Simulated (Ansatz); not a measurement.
## A small benchmark: atomisation enthalpy at 298 K

10 molecules; the atomisation enthalpy at 298 K in kJ/mol, computed less measured. Shapes, held fixed at every level: PBE0-D4/def2-TZVP. Flexible molecules stand in one conformer, not always the lowest. Thermal terms are harmonic and unscaled (PBE0-D4/def2-TZVP); the spin-orbit lowering of the free atoms is taken from their spectra. Programs: Ansatz 0.2.0. Measured values: Active Thermochemical Tables, CRC Handbook of Chemistry and Physics.

Levels: A = SPW92/def2-TZVPP; B = r2SCAN-D4/def2-TZVPP; C = B2PLYP/def2-TZVPP.

```csv
molecule,from tabulated heats,A,B,C
HOCN (cyanic acid),1671,+354,-8,-9
CH2I2 (SMILES ICI),1247,+235,-1,-25
CH3I (methyl iodide),1463,+198,-7,-22
CHCl2F (dichlorofluoromethane),1541,+351,+16,-33
"C2HBrClF3 (1-bromo-2-chloro-1,1,2-trifluoroethane)",2768,+691,+47,-45
C3H6S (thietane),3675,+558,+6,-50
"C3H6Cl2 (1,3-dichloropropane)",3860,+585,+6,-59
C3H8 (propane),3999,+503,-1,-36
C2H8N2 (SMILES NCCN),4141,+645,-24,-43
"C5H8 (1,2-pentadiene)",5188,+749,+16,-44
```

**Question.** Sum up the errors.

**Answer.** 
```tsv
level	kind	mean error	mean absolute error	worst case
SPW92/def2-TZVPP	LDA	+486.9	486.9	C5H8
r2SCAN-D4/def2-TZVPP	meta-GGA	+5.0	13.2	C2HBrClF3
B2PLYP/def2-TZVPP	double hybrid	-36.6	36.6	C3H6Cl2
```

On this set r2SCAN-D4/def2-TZVPP has the smallest mean absolute error and SPW92/def2-TZVPP the largest. SPW92/def2-TZVPP is too high in 10 of 10; B2PLYP/def2-TZVPP is too low in 10 of 10. The heats of C2HBrClF3, C3H6Cl2 come from older tables and can be uncertain by 10 kJ/mol or more. The molecules' own spin-orbit binding is left out, so errors for heavy halides read too negative. Heats of the atoms come from ATcT where it has them. The tabulated value of CH2I2 is in doubt (older tables, estimates, or at odds with other calculations) and kept here. Over the 9 molecules whose values aren't doubted the mean absolute errors are A 514.9; B 14.6; C 37.9. For SPW92/def2-TZVPP the error tends to grow with the atomisation enthalpy. For atoms past krypton def2 sets carry core potentials with scalar relativity. Relativity is left out for Br. Outer-core shells of Br, I are correlated, in sets that cover them unevenly. The set is small.

The local density approximation overbinds throughout because it misses more exchange energy in the free atoms, with their strongly inhomogeneous densities, than in the molecules. The error builds up as bonds are formed, but atomisation enthalpy is only a rough guide to it: CH3I and propane each err less than the molecule just below them in enthalpy, while C2HBrClF3 lies far above the general run. Density overlap between electron-rich halogens and carbon probably adds to the error there.

r2SCAN removes most of this overbinding, though its mean error of +5.0 owes something to cancellation between positive and negative deviations.

The uniform underbinding by B2PLYP is larger than expected of a double hybrid. Its perturbative correlation converges slowly with basis size, and a triple-zeta set recovers too little of the extra pair correlation in the molecules; the absent dispersion term probably acts in the same direction. The ranking therefore compares these particular combinations of functional and basis, and doesn't show that the meta-GGA is inherently better for thermochemistry.
